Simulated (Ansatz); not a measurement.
## Hf: pressure against volume per atom

Periodic Kohn-Sham DFT of a crystal at fixed atoms; pressure and stress are positive in compression; the energy is the free energy less that of spherical unpolarised free atoms; site moments are those in the method's own spheres, positive along +z. The results are calculated, by Ansatz 0.2.0.

Cell of the first row (space group Im-3m, No. 229):
```
CELL_PARAMETERS angstrom
-1.76820 1.76820 1.76820
1.76820 -1.76820 1.76820
1.76820 1.76820 -1.76820
ATOMIC_POSITIONS crystal
Hf 0.00000 0.00000 0.00000
```

Settings of every row: method all-electron PAW; functional PBEsol; relativity scalar; k mesh 14x14x14; filling fermi-dirac; smearing width 0.05 eV; nucleus gaussian.

Atom start moment: 0 on all atoms.

Limits: no spin-orbit coupling on heavy atoms.

```
row  volume per atom (Å³)  pressure (GPa)
  1                22.112          -3.894
  2                22.123          -3.943
  3                22.582               ?
  4                23.052          -7.451
  5                23.288          -8.244
  6                23.523          -9.002
  7                23.758          -9.729
  8                23.993         -10.426
  9                24.464         -11.732
 10                24.934         -12.924
```

Question: what pressure should row 3 give?

Worked fit of pressure. Take u = (V_r/V)^(2/3) − 1 with V_r = 23.523 Å³ an atom, which is twice the finite (Eulerian) strain; such expansions in the strain, on which the Birch-Murnaghan equation of state is built, carry the rest volume and the bulk modulus. The shown rows have u = 0.0421, 0.04176, 0.01358, 0.00672, 0, -0.00661, -0.0131, -0.02581, -0.03809. Least squares give pressure = −9.004 + 111.633 × u + 229.79 × u² GPa; a straight line predicts inner rows, each left out in turn, worse (root mean square 0.16 against 0.0033 GPa). The rows lie off it by 0.003, -0.002, -0.005, -0.001, 0.002, 0.003, 0.001, 0.000, -0.001 (root mean square 0.0024 GPa). The withheld row has u = 0.02759, so the fit gives −9.004 + 111.633 × (0.02759) + 229.79 × (0.02759)² = -5.749 GPa.

The calculation gave -5.757 GPa. The fit lies 0.008 GPa (0.089 % of the column's range) above it; its largest miss of a shown row is 0.005 GPa.
